Ge3+ (Z = 32), one electron outside the closed core [Ar] 3d10, calculated with B-spline many-body code 1: no-pair Dirac-Coulomb, frozen-core Dirac-Hartree-Fock (DHF), then Brueckner orbitals from a second-order or RPA-screened correlation potential. Shifts add to the DHF removal energy; the nuclear rms radius is 4.0742 fm.

```
state  removal energy, DHF (eV)  second order shift (eV)  Brueckner second order shift (eV)  screened shift (eV)  breit shift (eV)  QED shift (eV)  mean radius (bohr)  quantum defect
4s1/2                    44.526                    1.220                              1.246                1.143          -0.01313        -0.01253               1.874           1.816
5s1/2                    20.692                   0.3373                             0.3398               0.3018         -0.004003       -0.003707               3.952           1.779
4p1/2                    34.763                   0.8612                             0.8832               0.8472          -0.01674       0.0005009               2.158           1.527
4p3/2                    34.437                   0.8328                             0.8538               0.8217         -0.009853      -0.0002517               2.181           1.515
4d3/2                    21.740                   0.3011                             0.3087               0.3370         -0.001421       0.0002836               3.030          0.8598
4d5/2                    21.707                   0.2992                             0.3069               0.3345          0.000336       0.0001688               3.037          0.8574
```

For a valence electron of Ge³⁺ the DHF removal energy is 21 to 45 eV, correlation with the core adds 0.3 to 1.2 eV (1.5 to 2.6 % of the DHF value for the screened shift), and the Breit (magnetic and retardation) and QED terms together stay below 0.03 eV. A label such as 4p3/2 gives n, l and j. A shift is added to the DHF removal energy. The three correlation columns are alternative treatments of one effect and aren't summed. The total meant below is DHF + screened + Breit + QED, for 4s1/2 44.526 + 1.143 − 0.013 − 0.013 = 45.643 eV.

An electron that stayed outside the 28 core electrons would see charge 4 and be bound by 16 Ry/n², with Ry = 13.6 eV, which is 13.6 eV for n = 4. One that saw the bare nucleus, charge 32, would be bound 64 times more strongly. The n = 4 totals, 22 to 46 eV, lie near the first limit, so the electron is mostly outside and the core acts as a correction. During its short passage through the core the wave oscillates faster and gains a phase πδ, while outside it remains a Coulomb wave for charge 4. The quantisation condition then holds for n* = n − δ in place of n:

E = 16 Ry/(n − δ)² = 217.69 eV/n*²

The quantum defect column is this formula inverted for the totals, so recovering it row by row tests nothing. The rule of thumb is the further claim that δ depends on l alone. Averaging the tabulated defects over the two rows of each l gives 1.80 for s, 1.52 for p and 0.86 for d. The order is that of penetration, since the centrifugal barrier grows with l. The defect is still near 1 for d because the core holds a filled 3d shell, and 4d needs an inner lobe there to be orthogonal to it. An f electron has no core shell of its l and a higher barrier, so theory puts 4f only a little above 13.6 eV.

For 4s1/2, n* = 4 − 1.80 = 2.20, n*² = 4.84 and E = 217.69/4.84 = 44.98 eV, 1.5 % below the total. For 4d3/2, n* = 3.14 and E = 217.69/9.86 = 22.08 eV against 22.076 eV. Both rows entered the averages, and the d agreement means little, because the two 4d rows are nearly one number. 4s1/2 is the worst of the six rows.

The one real transfer is from 4s to 5s. The NIST ionisation energy, 45.715 eV, gives δ = 1.818; carried to n = 5 it predicts 21.50 eV, 2.4 % above the calculated total of 20.986 eV. The error arises because the defect falls by 0.037 from 4s to 5s. Its sign can be argued. The phase is the integral of the excess of the true radial momentum over the Coulomb one, and adding the same energy to both raises the smaller momentum more, so the excess shrinks for the less bound state. The drift should die out as n grows. An estimate of 6s therefore starts from the 5s defect, 217.69/(6 − 1.78)² = 12.2 eV, probably slightly high and not checked here. Errors propagate as dE = 2E dδ/n*, so that 0.01 in δ costs 0.42 eV for 4s and 0.13 eV for 5s.

The same n* gives the size. The hydrogenic mean radius,

⟨r⟩ = [3n*² − l(l+1)]/8 bohr,

falls below the tabulated value in every row, by 1.6 to 5.3 % with n* from the totals and by 0.2 to 2.8 % with n* from the DHF energies. The tabulated radii appear to belong to the correlated orbitals, so the first range is the like-for-like one and the closer second match shouldn't be credited to the formula.

Slater's screening rules need no defects and give 4s well: the charge 32 − 18 × 0.85 − 10 = 6.7 and the effective n of 3.7 yield 44.6 eV, 2 % below the total. They assign the same energy to 4p, 25 to 27 % too high, and fall 28 % low for 4d and 35 % low for 5s, which they treat as fully screened. Among the levels of this ion they serve for the ground state only.

A second rule takes a DHF energy to the correlated one. The valence electron polarises the core, of dipole polarisability α, and at distance r feels an attraction α/2r⁴ (atomic units). In the limit of a distant, nearly circular orbit one could insert a typical radius. With α = 0.763 bohr³ from the same calculation, α/2⟨r⟩⁴ reaches 74 % of the screened shift for 4s and 14 % for 5s, and the hydrogenic ⟨r⁻⁴⟩ overshoots 4d3/2 by a factor 3.8. So the opposite limit is tried here, in which the shift is earned at small r, just outside the core (for the n = 4 states on the inner flank of the outermost lobe, for 5s mostly on an inner lobe). Mean radius is no safe guide to the order of the shifts either: the screened ones do fall as it grows, but at second order 5s (3.952 bohr) has a larger shift than 4d3/2 (3.030 bohr).

In that limit the electron crosses each inner shell dr twice per period at speed v, and the period is T = 2πn*³/16. Then

shift = (2/T) ∫ (α/2r⁴) dr/v = C/n*³

with C constant as far as v near the core is the same for all states. This equals an added defect C/(32 Ry). The mean over the six rows of screened shift × n*³, with n* from DHF, is 11.7 eV, rounded to 12 eV, an added defect of 0.028. Taking v = √(8/r) and cutting the integral off at r_c gives an added defect α r_c^(−5/2)/(5π√8), which requires r_c near 0.8 bohr. This fixes the order of size only. The speed √(8/r) leaves out the binding energy and the centrifugal term, which for 4d together exceed 8/r at 0.8 bohr, so v isn't the same for all states and r_c is probably underestimated. The quadrupole polarisability of the core from the same calculation would give a term about twice the dipole one at that radius, so the dipole formula isn't reliable that far in. A cut-off of the order of the core's size leaves polarisation a credible main cause without proving it, and C is best taken as a fitted constant.

For 4s1/2, n* = √(217.69/44.526) = 2.211, n*³ = 10.81 and the shift is 12/10.81 = 1.110 eV, 3 % below the screened 1.143 eV. For 4d3/2, n*³ = 31.69 gives 0.379 eV, 12 % above 0.337 eV. Both rows were in the mean. The worst errors are +17 % of the shift for 5s and −0.08 eV for 4p1/2, and refitting C with each nl level left out keeps the error on that level to about 17 % at worst. DHF plus this rule meets the totals within 0.3 %. The misfit has a pattern, for a least-squares line of log shift against log n* has slope −3.6. A more tightly bound electron is slower at given r and collects more shift, which has the right sign for 4s against 5s; whether it accounts for the size is untested. Binding alone doesn't order the misfit, since shift × n*³ is 13.28 eV for 4p1/2 and 12.36 eV for the more tightly bound 4s, and the fitted slope mixes three values of l. C rests on the α and size of this core and has to be found again for another.

Finer structure lies below the reach of both rules. One defect per l ignores the doublets, 2783 cm⁻¹ for 4p and 277 cm⁻¹ for 4d in the correlated calculation. The Landé formula needs an inner charge of 30.1 and 23.5 to match them, each fitted to one number. In 4d the screened contribution to the splitting (+20 cm⁻¹) and the Breit one (−14 cm⁻¹) largely cancel. Screening lowers the Brueckner second-order shift by 4 to 11 % for s and p and raises it by 9 % for d, for a cause that these results don't isolate. The Breit and QED values hold for the lowest state of each l, so those of 5s are out of range, though at −0.008 eV together they don't affect the estimates.

All accuracies above are relative to the calculation, for one ion and four nl levels. Only 4s is held against measurement. DHF alone is 1.19 eV below NIST; with Breit and QED added, second order is 0.005 eV above, Brueckner second order 0.031 eV above, the screened potential 0.072 eV below and the 12 eV rule 0.105 eV below. One state cannot rank the three treatments. States with an excited core, such as 3d⁹4s², aren't described by a one-electron formula at all.
